**Q.** These are the s and p waves of a scalar-relativistic PBE pseudopotential for Dy. Can we work out where the two d waves fall before looking at them?

ONCVPSP 4.0.1, scalar-relativistic PBE: optimised norm-conserving pseudopotential for Dy, core [Kr] 4d10 4f9, reference valence 5s2 5p6 5d1 6s0.5. For s, p and d in turn, the radii are 2.1, 1.55 and 3.2 bohr, qcut is 5.4, 6.3 and 5.8 per bohr, with 3, 4 and 3 matching conditions and 6, 7 and 8 Bessel functions. Cutoffs are for the stated residual kinetic energy per electron.

```
         wave  wave norm inside radius  wave kinetic energy above qcut (mHa)  wave cutoff for 10 mHa (Ha)  wave cutoff for 1 mHa (Ha)  wave cutoff for a tenth mHa (Ha)  wave cutoff for a hundredth mHa (Ha)
           5s                   0.9575                               0.00737                         6.39                        9.96                             12.12                                 14.58
           6s                  0.08973                                0.0102                         3.51                        9.72                             12.41                                 14.74
s projector 3                   0.1125                                0.0364                         6.88                       10.98                             13.56                                 19.06
           5p                   0.5885                                 0.798                        13.70                       19.53                             52.34                                 63.71
p projector 2                  0.05797                                 0.865                        12.90                       19.50                             35.67                                 62.53
p projector 3                  0.05008                                  2.81                        16.82                       23.71                             85.92                                 109.1
           5d                        ?                                     ?                            ?                           ?                                 ?                                     ?
d projector 2                        ?                                     ?                            ?                           ?                                 ?                                     ?
```

**A.** Each cutoff is the plane-wave energy E = q²/2 above which the stated kinetic energy per electron is left over. The norm is the weight of the wave inside the radius rc, where it was reshaped. The generator minimises the kinetic energy above a chosen wave number qc, and the column "above qcut" is what remains there. The energy Ec = qc²/2 is 14.58 Ha for s, 19.8 for p and 16.82 for d.

Two scalings can be argued. A smooth shape of size rc has momenta of order 1/rc, so q·rc at a given error should be constant. On the other hand, nothing penalises weight below qc, so the cutoffs may crowd towards Ec with E/Ec constant.

**Q.** Which do the known rows favour?

**A.** The first, on the face of it. At 1 mHa the plain mean of q·rc over the six rows is 9.75, and it returns their cutoffs within 11 %, except p projector 3 (17 % low). At 10 mHa the mean, 7.64, puts 6s 89 % too high. But qc·rc is 11.3 for s and 9.8 for p, and the channels also differ in l, basis size and matching conditions, so radius is not isolated as the cause. For d, qc·rc is 18.6 and the scalings part.

At 1 mHa, radius scaling gives q = 9.75/3.2 = 3.05 per bohr and E = 4.64 Ha. For E/Ec I average the s rows alone, since p is unconverged at qc: 0.70 × 16.82 = 11.8 Ha. The geometric mean, 7.4 Ha, is a compromise with no derivation. No d row enters either mean.

**Q.** Why does p need over 60 Ha for a hundredth mHa, and could d do the same?

**A.** With M matching conditions the M-th derivative jumps at rc. Integrating by parts, the transform of r times the wave falls as q^−(M+1), and the kinetic energy beyond q, the integral of q² times its square, as q^−(2M−1) or E^−(M−½). For p, M = 4 gives 3.5. From Ec to the last column the p rows give 3.3 to 3.9, but single steps range from 2.1 to 11.7, and s projector 3 gives 4.8 where M = 3 predicts 2.5, so this cause is argued and only loosely supported. A wave that still holds around a mHa at qc has to lose the rest above it, and the p rows do so slowly and unevenly. For d, with M = 3 as for s, I scale the geometric-mean s residual: 0.0140 × (11.34/18.56)⁵ ≈ 0.001 mHa, within a factor of 30, and no p-like tail.

**Q.** What are the forecasts, then?

**A.** For both d rows:

- 10 mHa: 4.3 Ha (2.9–7.9), and 1 mHa: 7.4 Ha (4.6–12.7), geometric means of the two scalings.
- A tenth mHa: 14.6 Ha (9–15.6), from E/Ec of the s rows.
- A hundredth: 16.8 Ha, capped at Ec (11–22). One s input is doubtful: the 5s cutoff equals Ec although its residual there is already below 0.01 mHa, a small mismatch that the outputs do not explain.

The 5d norm should be 0.79 (0.65–0.91), from r³e^(−ζr) with a rough recalled mean radius of 2.5 ± 0.4 bohr. For d projector 2, about 0.07 (0.03–0.5) is a weak guess from the other upper waves. The two d rows should agree within 30 % at 1 mHa, and p should stay the limiting channel at every tolerance.

The withheld rows as computed:

```
         wave  wave norm inside radius  wave kinetic energy above qcut (mHa)  wave cutoff for 10 mHa (Ha)  wave cutoff for 1 mHa (Ha)  wave cutoff for a tenth mHa (Ha)  wave cutoff for a hundredth mHa (Ha)
           5d                   0.8048                              2.10e-07                         6.31                        8.47                             10.39                                 12.02
d projector 2                   0.1218                              6.43e-07                         5.77                        8.20                             10.29                                 12.05
```

**Q.** All eight cutoffs lie inside their ranges. Is that a success?

**A.** A modest one, as the ranges spanned factors of about two to three. Relative to the computed values, the centres were 26–32 % low at 10 mHa, 10–13 % low at 1 mHa and 40–42 % high at the two tight tolerances. The closeness at 1 mHa is a cancellation: radius scaling alone is 43–45 % low there and constant E/Ec alone 39–44 % high, so neither is supported by it. Both norms fell in range, the d rows differ by 3 % at 1 mHa, and p projector 3 is the hardest wave throughout. The clear failure is the residual at qc: 2 × 10⁻⁷ and 6 × 10⁻⁷ mHa, thousands of times below the forecast and far outside its range.

**Q.** Are those misses connected?

**A.** The residual and the two tight tolerances are, and the columns show how. 5s and 6s reach Ec with about 0.01 mHa left, so their last cutoff has to sit near Ec; s projector 3 keeps 0.0364 mHa and needs 1.31 Ec. The d waves pass 0.01 mHa with over four decades still to fall before Ec, and so cross it early, at 0.71–0.72 Ec. At tight tolerances a constant E/Ec can be expected to transfer only between channels with similar residuals at qc. As for the residual, the power law held the size of the derivative jump fixed. With eight Bessel functions against three conditions, and many oscillations allowed below qc, the optimiser can nearly cancel that jump. This is an argument, untested here.

**Q.** And radius scaling?

**A.** It is 42–55 % low in all eight entries. At 10 mHa, 5d needs 6.31 Ha and 5s 6.39 Ha, although the radii are 3.2 and 2.1 bohr. The centrifugal barrier makes r times a d wave start as r³, so it must rise and turn over in a narrower shell than an s wave of the same extent. With 80 % of the norm to be conserved inside rc, that shell cannot be spread out much, and the wave's own width may start to matter more than rc. That argument fits 5d only: d projector 2 has 12 % inside and misses by as much, so the norm is not the whole cause. A generous qc also leaves weight below it unpenalised. One run cannot apportion these.

**Q.** What would a 3d metal or a valence 4f shell do?

**A.** Those waves, like 2p, are the first of their l. With no core shell of the same l to be orthogonal to, they are nodeless and compact, so there are no inner oscillations to remove, and norm conservation keeps their charge inside the radius. A larger radius still softens them, but higher cutoffs than for this 5d are to be expected. The 5d is held out by 3d and 4d below it, and is soft here. Unfreezing the 4f9 core would add a compact channel that may take over from p, and this potential, built on one spherical ion of charge +1.5, says nothing about 4f moments or valence change. The settings were drawn at random, so the numbers describe this potential, not Dy in general. In the d channel the program also replaced the typed projector energies, and d projector 2 is a scattering state at 0.25 Ha. The cutoffs are also single-wave kinetic errors. A solid may need more for the model-core density. Nor does a low cutoff mean an accurate channel: in the same run's scattering test the d phase follows the all-electron one closely at low energies, but by about 2.3 Ha it is off by 3.1 rad, close to π. The error shrinks to about 1.3 rad near 3.5 Ha, where the all-electron phase takes a steep step of its own, and then returns to about 3 rad. A shift of nearly π suggests a spurious d state near 2 Ha, a concern for work that needs high empty states. The run also raised three positive-energy ghost flags, but such flags can include harmless ones at very high energy, so the phase is the stronger evidence.
